The Bader charge of an atom in a crystal is the number of electrons of the neutral atom minus the number found in the atom's own region of space. The borders between regions run where the electron density passes through a minimum on the way from one atom to the next. A positive value means that the atom has lost electrons. Here the density comes from a density-functional calculation on an ordered model crystal of cadmium, tellurium and selenium, with the atoms held at fixed positions. They are arranged as in zinc blende, with three layers of tellurium for each layer of selenium.

Cd4Te3Se, 8-atom cell at fixed atoms, computed with Ansatz 0.2.0: r2SCAN, scalar-relativistic, no spin polarization, PAW with a 500 eV plane-wave cutoff, 8×8×4 k mesh, Gaussian smearing of 0.02 eV. The s, p and d electrons are Loewdin populations summed over the shells in the PAW datasets, inner ones included; Bader volumes leave out near-empty space.

```csv
row,bader charge (e),element,s electrons (e),p electrons (e),d electrons (e),bader volume (Å³)
1,0.626,Cd,2.844,5.999,9.987,25.24
2,0.727,Cd,2.807,5.999,9.987,24.51
3,0.727,Cd,2.807,5.999,9.987,24.51
4,0.626,Cd,2.844,5.999,9.987,25.24
5,-0.624,Te,1.896,5.074,9.999,46.18
6,-0.624,Te,1.897,5.073,9.999,46.33
7,-0.624,Te,1.896,5.074,9.999,46.18
8,-0.832,Se,1.913,5.164,10.000,37.90
```

The four Cd atoms are the same element in the same crystal, yet they carry two different charges, 0.626 e in rows 1 and 4 and 0.727 e in rows 2 and 3. The coordinates show what separates them. Every Cd has four neighbours, but in rows 1 and 4 all four are Te, while in rows 2 and 3 two are Te and two are Se. The more positive Cd atoms are those that touch Se.

A hydrogen chloride molecule shows the principle in its simplest form. Two electrons form the bond, and they spend more time near chlorine, which attracts them more strongly, so hydrogen ends up positive. Each bond in the crystal can be pictured in the same way, with a pair of electrons displaced from Cd towards Te or Se. Because a Cd atom has four such bonds, its charge is a sum of four contributions.

The analogy stops at the count of electrons. In hydrogen chloride each atom brings one electron to the bond. In the crystal Cd spreads two valence electrons over four bonds and so brings half an electron to each, while Te or Se, with six, brings one and a half. An evenly shared pair would thus leave Cd with more electrons than it brought, so the charge moved by a bond is counted here from that half electron and not from even sharing. A bond can take at most half an electron from Cd, and if every bond did so, Cd would reach its formal charge of +2. The computed charges are about a third of that, as suits a polar bond in which Cd keeps part of its share.

That Se should take more than Te is standard chemistry, since Se is the more electronegative element. The shell populations, found by projecting the electrons onto atomic orbitals, agree with this picture. Cd holds fewer s electrons when it has Se neighbours (2.807 against 2.844, of which about two in each case are inner 4s electrons that take no part in the bonds), and Se holds more p electrons than Te does. The Cd–Se bonds are also shorter than the Cd–Te bonds, however, and the table cannot separate the effect of the element from that of the bond length.

For bond counting to work, a bond must transfer nearly the same charge whatever the other bonds of its atoms are doing. The Te atoms put this to the test. The Te atom in row 6 is bonded only to Cd atoms that have no Se neighbour, whereas half the Cd neighbours of the Te atoms in rows 5 and 7 are also bonded to Se. All three nevertheless carry −0.624 e, as expected if Te draws the same charge from a Cd atom whether or not that atom also gives electrons to Se. Each charge is a sum over four bonds, so this supports the assumption without proving it for every single bond.

The rule then needs only two numbers, the charge $t_{\mathrm{Te}}$ moved by a Cd–Te bond and the charge $t_{\mathrm{Se}}$ moved by a Cd–Se bond. Each Te or Se atom has four bonds to Cd, so a quarter of its charge, taken without the sign, gives $t_{\mathrm{Te}} = 0.624/4 = 0.156$ e and $t_{\mathrm{Se}} = 0.832/4 = 0.208$ e. A Cd atom with $n_{\mathrm{Te}}$ Te neighbours and $n_{\mathrm{Se}}$ Se neighbours has the charge

$$Q_{\mathrm{Cd}} = n_{\mathrm{Te}}\,t_{\mathrm{Te}} + n_{\mathrm{Se}}\,t_{\mathrm{Se}} .$$

Row 1 has four Te neighbours, and the rule gives

$$Q_{\mathrm{Cd}} = 4 \times 0.156 = 0.624\ \text{e}.$$

Row 2 has two neighbours of each kind, which gives

$$Q_{\mathrm{Cd}} = 2 \times 0.156 + 2 \times 0.208 = 0.728\ \text{e}.$$

Neither row was used to set the two transfers. Both estimates lie within 0.002 e of the computed charges, an error of less than half a percent. With the transfers rounded to 0.16 and 0.21 e, which suits mental arithmetic, the largest error over the whole table is 0.016 e, or about 3 percent of the charge concerned.

This close agreement is a narrower success than eight rows suggest. The Te and Se rows supplied the two transfers, so they come out right as long as the three Te charges agree. The crystal as a whole is neutral, so the average charge of the Cd atoms must come out right as well. What the rule really predicts is the difference between the two kinds of Cd, 0.104 e against a computed 0.101 e. The output printed after the text compares the rule with every row.

That difference also decides between two views of the material. If all Cd atoms shared the loss of electrons equally, each would carry 0.676 e, and every Cd row would be wrong by about 0.05 e. The additional charge that Se draws comes almost entirely from the Cd atoms bonded to it. In practical terms, the charge of a Cd atom in this crystal follows from its four neighbours, and the overall Se content is a poor guide to it.

The two transfers have to be taken from known charges, because electronegativities give their order but not their sizes. With rough textbook values of 1.7 for Cd, 2.1 for Te and 2.6 for Se, the difference across a Cd–Se bond is more than twice that across a Cd–Te bond. The computed transfer is only a third larger. An estimate that started from the Te charge and scaled it with the electronegativity difference would therefore make Se far too negative. Such scaling assumes that equal electronegativities mean no transfer, whereas in the picture of bond pairs they mean an evenly shared pair, in which Cd holds more electrons than it brought.

The transfers also belong to one definition of charge. Charges formed from the shell populations put the Cd atoms in the same order, but they make Cd about 1.2 e positive, and the two kinds of Cd differ by only 0.037 e. These charges do not add up to zero, because 0.77 of the cell's electrons fall outside the listed shells. The p electrons listed for Cd are inner 4p electrons. Cd has no 5p shell in that list, and electrons that such a shell would hold are a likely part of the loss, though the table does not show how large a part. Applied to the Te and Se charges of this kind, the rule gives a difference of 0.054 e between the two kinds of Cd, so it fits less well here. Bond counting takes every electron that leaves Cd to arrive on Te or Se, and populations that miss some electrons cannot fully meet that condition.

For a Cd atom with three Te neighbours and one Se neighbour, the rule gives a charge midway between the two computed kinds. That is a reasonable interpolation, but no such atom is present to check it. Every atom here has four neighbours, and each kind of bond has nearly one length. A site with a missing neighbour or a strongly stretched bond would probably need transfers of its own.

Printed output of the fit:

```
charge moved per Cd-Te bond (e): 0.156
charge moved per Cd-Se bond (e): 0.208
Se bond moves more than Te bond by (percent): 33.33
Bader charge by bond counting (e):
  row  computed    rule    miss  rounded rule  rounded miss
    1     0.626   0.624  -0.002          0.64         0.014
    2     0.727   0.728   0.001          0.74         0.013
    3     0.727   0.728   0.001          0.74         0.013
    4     0.626   0.624  -0.002          0.64         0.014
    5    -0.624  -0.624       0         -0.64        -0.016
    6    -0.624  -0.624       0         -0.64        -0.016
    7    -0.624  -0.624       0         -0.64        -0.016
    8    -0.832  -0.832       0         -0.84        -0.008
largest miss of the rule (e): 0.002
largest miss with transfers rounded to 0.16 and 0.21 (e): 0.016
computed split between the two kinds of Cd (e): 0.101
split from the rule (e): 0.104
sum of all Bader charges in the cell (e): 0.002
equal sharing, charge of every Cd (e): 0.676
equal sharing, largest miss on Cd (e): 0.051
ratio of electronegativity differences, Se bond to Te bond: 2.25
ratio of computed transfers, Se bond to Te bond: 1.333
untested estimate for Cd with four Se neighbours (e): 0.832
Loewdin charge from the shell populations (e):
  row  Loewdin charge
    1            1.17
    2           1.207
    3           1.207
    4            1.17
    5          -0.969
    6          -0.969
    7          -0.969
    8          -1.077
electrons missing from the Loewdin sum over the cell: 0.77
Loewdin split between the two kinds of Cd (e): 0.037
Loewdin split expected from its own anion charges (e): 0.054
Se volume below mean Te volume by (percent): 18.02
```
